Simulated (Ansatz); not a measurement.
Strength of the N–C bond: C6H16BN → C4H9 + C2H7BN

Species: C6H16BN `BN(CC)C(C)(C)C`, singlet; C4H9 (tert-butyl radical) `C[C](C)C`, doublet; C2H7BN `B[N]CC`, doublet. 

Shapes, held fixed at every level: PBE0-D4/def2-TZVP. Flexible molecules stand in one conformer, not always the lowest. Programs: Ansatz 0.2.0. Electronic energies: no zero-point or thermal term.

Problem. Estimate ΔE of this reaction.

Solution. The highest level, CCSD(T)/CBS estimate, gives ΔE = +387.4 kJ/mol; the levels span +323.6 to +413.7. The column of differences is taken from that level and isn't an error. No measured value is set beside it here. Open shells run unrestricted. The CBS estimate extrapolates MP2 from def2-TZVPP and def2-QZVPP and adds CCSD(T) − MP2 in the triple-zeta set, cores frozen.

| level | kind | ΔE (kJ/mol) | less CCSD(T)/CBS estimate |
| --- | --- | --- | --- |
| MP2/def2-SVP | perturbation theory | +413.7 | +26.3 |
| SPW92/def2-TZVPP | LDA | +402.9 | +15.5 |
| r2SCAN0-D4/def2-TZVPP | global hybrid | +323.6 | -63.8 |
| wB97M-V/def2-TZVPP | range-separated hybrid | +370.8 | -16.6 |
| wB97X-V/def2-TZVPP | range-separated hybrid | +366.0 | -21.4 |
| CCSD(T)/def2-SVP | coupled cluster or CI | +374.7 | -12.7 |
| CCSD/def2-TZVPP | coupled cluster or CI | +364.0 | -23.4 |
| CCSD(T)/CBS estimate | coupled cluster or CI | +387.4 | 0.0 |

Homolysis of this N–C bond is strongly endothermic at every level, with a best estimate of +387.4 kJ/mol. The cost is that of uncoupling a polar two-electron σ bond. Hyperconjugation in the tert-butyl radical and relief of crowding around nitrogen offset only part of it. The B–N π interaction probably survives cleavage, since the unpaired electron can occupy an in-plane nitrogen orbital while the lone pair still donates into the empty boron p orbital.

Only MP2 and the LDA lie above the reference. In the same small basis, MP2 gives a much stronger bond than CCSD(T), probably because second-order theory exaggerates the pair correlation regained on forming the bond. The two range-separated hybrids agree closely with each other but fall below the reference, while r2SCAN0-D4, at -63.8 kJ/mol, is too far off to settle the bond strength. Without a boron-free amine for comparison, the results don't show whether the boryl group strengthens or weakens the N–C bond.
